The exchange studied here sets silicon against gallium. A group A sits on gallium in A–GaH(OH) and trades places with the bromine of methylsilyl bromide:

A–GaH(OH) + Br–SiH₂CH₃ → A–SiH₂CH₃ + Br–GaH(OH)

In the table, A is written so that the star marks the atom that forms the bond, and A-Y is the formula of the silicon product. Hydrogens outside brackets are implied, so *N is the amino group, NH₂. The columns SPW92 (a local-density functional), B3LYP-D4 and BHLYP-D4 give the electronic energy of the exchange. The last column gives the change in zero-point energy, which is to be added to it.

Gas-phase exchange A–GaH(OH) + Br–SiH₂CH₃ → A–SiH₂CH₃ + Br–GaH(OH), computed with Ansatz 0.2.0 in the def2-TZVPP basis at PBE0-D4/def2-TZVP geometries. Energies are electronic, products minus reactants; a negative value means that A favours silicon over gallium more than bromine does. Zero-point changes are harmonic, at PBE0-D4/def2-TZVP.

```csv
A,A-Y,SPW92 (kJ/mol),B3LYP-D4 (kJ/mol),BHLYP-D4 (kJ/mol),zero-point change (kJ/mol)
*F,CH5FSi,-82.7,-87.4,-93.5,1.7
*N,CH7NSi,n/a,-44.5,n/a,n/a
*Cl,CH5ClSi,-12.4,-13.7,-14.0,0.3
*C#N,C2H5NSi,-43.0,-43.7,-44.0,1.0
*[Si](F)(F)F,CH5F3Si2,-28.3,-28.7,-31.8,-0.5
```

**(a) Which group favours silicon most, and what exactly does its number say?**

Fluorine does, with −87.4 kJ/mol in B3LYP-D4. The number is not the strength of an Si–F bond. It says that moving fluorine from gallium to silicon, while bromine moves the other way, lowers the energy by that amount. All five B3LYP-D4 energies are negative, so each of these groups favours silicon over gallium more than bromine does.

**(b) What would change if chlorine took the place of bromine as the exchange partner?**

The zero of the scale would move, and nothing else. Subtracting the chlorine row from another row removes both bromine compounds and leaves the exchange of that group against chlorine. For fluorine this gives −87.4 + 13.7 = −73.7 kJ/mol. Bromine itself, which is zero in the present series by definition, would stand at +13.7 kJ/mol.

The differences between groups are therefore the chemical content of the table. They would be the same in the neighbouring series with chlorine as partner.

**(c) Fluorine is the most electronegative element. Is that the explanation?**

Pauling's bond-energy formula allows a test. It takes the energy of a bond as the mean of the two like bonds plus a polar term of 1 eV × (χ₁ − χ₂)², where χ is the electronegativity of each bonded atom. Every group occurs once on each side of the exchange, so the means cancel. The four polar terms combine to

ΔE = −2 eV × (χ_A − χ_Br) × (χ_Ga − χ_Si)

Roughly recalled values are 4.0 for F, 3.0 for Br, 1.8 for Ga and 1.9 for Si. They give ΔE = −2 eV × 1.0 × (−0.1) = +0.2 eV, or about +19 kJ/mol. The calculation gives −87 kJ/mol, so the estimate has the wrong sign. No row of the table entered it; the printed output after the text lists it for chlorine and the amino group too.

The small gap between gallium and silicon is uncertain, and the hydroxyl group on gallium may shift it. The amino group provides a test that does not depend on this gap. Nitrogen has about the same electronegativity as bromine, so the formula gives about zero whatever the values for gallium and silicon. The computed energy is −44.5 kJ/mol, and something other than this polar term must favour silicon.

**(d) What do the groups that favour silicon most have in common?**

They bind through a small atom. Fluorine, nitrogen and the carbon of cyanide belong to the second period, and their B3LYP-D4 energies are −43.7 kJ/mol or lower. Chlorine and the silicon of SiF₃ belong to the third period and lie at −28.7 kJ/mol or higher. Bromine, from the fourth period, is the zero.

Theory offers a reason why a small atom should favour silicon. Its compact orbitals overlap well at short distance, and the attraction between opposite charges grows as they approach. Silicon allows the closer approach. Gallium carries a filled 3d shell beneath its valence shell, which repels a close neighbour, and its valence p orbitals are more diffuse.

The bond lengths agree with this picture. In the optimized bromides, Ga–Br is 2.29 Å and Si–Br is 2.22 Å, so bromine gains only 0.07 Å in closeness on silicon. Ga–F is 1.75 Å, while a typical Si–F bond is roughly 1.6 Å, so fluorine gains about twice as much. Fluorine also carries the most polar bonds of the series, which makes each gain in closeness worth more.

This is the preference of a hard partner for a hard partner: small, weakly polarizable fluorine goes to silicon, and larger, softer bromine goes to gallium. The hard–soft rule suits the halogens best. Cyanide, usually counted as soft, goes against it. SiF₃ forms a bond between two silicon atoms, and its preference for silicon probably reflects better covalent overlap than with gallium. The table shows a split by period, not a strict order by size: chlorine is smaller than silicon, yet it favours silicon less than SiF₃ does. The causes given here are argued from general bonding theory and are not tested by the table.

**(e) The local-density approximation badly overestimates bond energies. Why does it come so close to B3LYP-D4 here?**

An exchange breaks two bonds and forms two. SPW92 makes all four too strong, and most of the excess cancels between the two sides. The cancellation is good because each group keeps its internal bonds and only changes its partner. In the four rows where SPW92 and B3LYP-D4 can be compared, they differ by at most 4.7 kJ/mol.

That largest difference belongs to fluorine. A bond between fluorine and gallium is not quite the same kind of bond as one between fluorine and silicon, so its error may cancel less completely. SPW92 also lacks the D4 dispersion term, and the table does not separate the two effects. The close agreement is a merit of the reaction rather than of the functional: in breaking a molecule into atoms, the bonds lost would have no counterpart on the other side.

**(f) Which digits can be trusted?**

For fluorine, not even the first digit is safe. The three functionals run from −82.7 to −93.5 kJ/mol, a spread of about 12% of the B3LYP-D4 value. "Between −80 and −95 kJ/mol" is a fair summary of these calculations. For cyanide the spread is only 1.0 kJ/mol.

The order fluorine, cyanide, SiF₃, chlorine is the same in all three functionals. Cyanide and SiF₃ come closest together in BHLYP-D4, where they are still 12 kJ/mol apart. The amino group and cyanide, in contrast, differ by only 0.8 kJ/mol in B3LYP-D4 and should be called equal.

Agreement among functionals does not capture an error that they share. All three calculations omit scalar relativity for gallium and bromine and use the same geometries. The zero-point changes, at most 1.7 kJ/mol in size, are too small to alter the order of the four rows.

**(g) The hydroxyl group on gallium can rotate. Could that overturn the lead of fluorine?**

The optimized structures differ in this respect. In the fluoride, the hydroxyl hydrogen points away from fluorine; in the bromide, it points towards bromine. A hydrogen turned towards fluorine might be attracted to it and give a fluoride of lower energy. The fluoride is a reactant, so its exchange energy would then become less negative by exactly the energy gained.

To bring fluorine level with cyanide, that gain would have to be 43.7 kJ/mol, with the cyanide row unchanged. Turning a hydroxyl group usually changes the energy by far less, so the lead of fluorine should survive, although its value may shift. A lower form of the bromide would act differently. The bromide is a product in every row, so all the energies would fall by the same amount and the differences between groups would stay as they are.

Numerical output:

```
Effect of the functional in kJ/mol:
           row  B3LYP-D4 less SPW92  BHLYP-D4 less B3LYP-D4  full spread  spread in percent of B3LYP-D4
            *F                 -4.7                    -6.1         10.8                          12.36
           *Cl                 -1.3                    -0.3          1.6                          11.68
          *C#N                 -0.7                    -0.3            1                          2.288
  *[Si](F)(F)F                 -0.4                    -3.1          3.5                           12.2
B3LYP-D4 energies in kJ/mol:
           row  with zero-point change  against chlorine instead of bromine
            *F                   -85.7                                -73.7
            *N                     n/a                                -30.8
           *Cl                   -13.4                                    0
          *C#N                   -42.7                                  -30
  *[Si](F)(F)F                   -29.2                                  -15
Bromine itself on the chlorine scale, B3LYP-D4, kJ/mol: 13.7
Amino less cyano, B3LYP-D4, kJ/mol: -0.8
Fluorine less cyano, B3LYP-D4, kJ/mol: -43.7
Cyano less SiF3, B3LYP-D4, kJ/mol: -15
Cyano less SiF3, BHLYP-D4, kJ/mol: -12.2
Pauling polar estimate for fluorine, kJ/mol: 19.3
Pauling polar estimate for chlorine, kJ/mol: 3.859
Pauling polar estimate for amino, kJ/mol: 0
Gallium less silicon electronegativity needed to match fluorine: 0.4529
Ga-F length in the fluoride reactant, angstrom: 1.75
Ga-Br length in the bromide product, angstrom: 2.291
Si-Br length in the bromide reactant, angstrom: 2.223
```
